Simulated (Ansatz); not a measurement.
**From B to In: the atomisation energy (no zero-point term)**

One atom is swapped for its congeners: B(NH2)3; Ga(NH2)3; In(NH2)3. The Al member is missing. All are singlets with charge 0.

Shapes, held fixed at every level: PBE0-D4/def2-TZVP. Programs: Ansatz 0.2.0. Values in eV.

(1) How should the atomisation energy change along the series?

## Answers

(1) At CCSD(T)/def2-TZVPP the atomisation energy falls at every step, from 37.94 to 30.71 eV. Every level shows the same order. For atoms past krypton def2 sets carry core potentials with scalar relativity. Relativity is left out for Ga unless named. Correlated rows may include outer-core shells of Ga, In, which these sets cover unevenly. Spin-orbit coupling, which grows down the group, is left out (summed over each molecule's free atoms 0.00, 0.07, 0.18 eV).

```
              level  B(NH2)3  Ga(NH2)3  In(NH2)3
  PBE-D4/def2-TZVPP    40.29     34.33     32.44
B3LYP-D4/def2-TZVPP    39.70     33.78     31.81
 PBE0-D4/def2-TZVPP    39.39     33.48     31.49
 wB97M-V/def2-TZVPP    39.63     33.80     31.95
     MP2/def2-TZVPP    38.52     33.19     31.01
 CCSD(T)/def2-TZVPP    37.94     32.74     30.71
```

The weakening down the group is uneven: at every level, the drop from B to Ga is much larger than that from Ga to In, though the first step skips a period. Since all three molecules contain the same N–H bonds, the trend mainly reflects the bonds from nitrogen to the central atom. Boron's compact 2p orbitals overlap well with those of nitrogen, both in the σ framework and in accepting lone-pair density into the formally empty p orbital. The more diffuse valence p orbitals of Ga and In do both less effectively, and their s electrons are less readily drawn into trivalent bonding. Greater bond polarity evidently does not make up for this loss.

The order is therefore secure across the methods, but the absolute energies are less so: CCSD(T) gives the lowest value for each molecule, probably in part because correlation energy converges slowly with basis size. These totals do not establish how readily the monomers associate through bridging amides, a process that also depends on the acceptor strength and accessibility of the central atom.
